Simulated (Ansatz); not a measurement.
Li: the change of energy above lowest point with volume scale

All results are calculated (Ansatz 0.2.0). Free energy against uniform scaling of the volume at fixed shape and fractions; periodic cell, basis, potentials, k mesh and filling as listed.

The cell before it is scaled or strained (space group P6_3/mmc, No. 194):
```
cell vectors (Å)
   3.1110     0.0000     0.0000
  -1.5555     2.6942     0.0000
   0.0000     0.0000     5.0930
atoms (fractions of the cell vectors)
Li  0.33333  0.66667  0.25000
Li  0.66667  0.33333  0.75000
```

Settings of every row: functional PBEsol; dispersion none; potentials PAW; wave cutoff 470 eV; density cutoff 1880 eV; k mesh 11x11x6; k shift 0x0x0; occupations fermi dirac; smearing width 0.1 eV; spin none.

Limits: coarse k mesh, up to 40 meV an atom off.

```
row  volume scale  V (Å³/atom)  energy above lowest point (meV/atom)
  1          0.92       19.636                                   0.8
  2        0.9467       20.206                                     0
  3        0.9733       20.774                                   0.6
  4             1       21.344                                   2.4
  5        1.0267       21.914                                     ?
  6        1.0533       22.482                                   9.1
  7          1.08       23.051                                  13.7
```

Question: what energy above lowest point should row 5 give?

Worked fit of energy above lowest point. Take u = (V_r/V)^(2/3) − 1 with V_r = 21.059 Å³ an atom, which is twice the finite (Eulerian) strain; such expansions in the strain, on which the Birch-Murnaghan equation of state is built, carry the rest volume and the bulk modulus. The shown rows have u = 0.04775, 0.02795, 0.00913, -0.00892, -0.04265, -0.05847. Least squares give energy above lowest point = 1.36 − 101.3 × u + 1877 × u² meV/atom; a straight line predicts inner rows, each left out in turn, worse (root mean square 2.1 against 0.014 meV/atom). All shown rows lie on it to the printed digit. Its lowest point lies at u = 0.0270, or V = 20.23 Å³ an atom, and the curvature there gives the bulk modulus at fixed shape and fractions, B = (4/9)(1 + u)² E″(u)/V = 13.9 GPa. Letting shape and atoms relax would as a rule lower it, by much in layered, chain or molecular crystals. The withheld row has u = -0.02618, so the fit gives 1.36 − 101.3 × (-0.02618) + 1877 × (-0.02618)² = 5.3 meV/atom.

The calculation gave 5.3 meV/atom. The fit meets it to the printed digit.
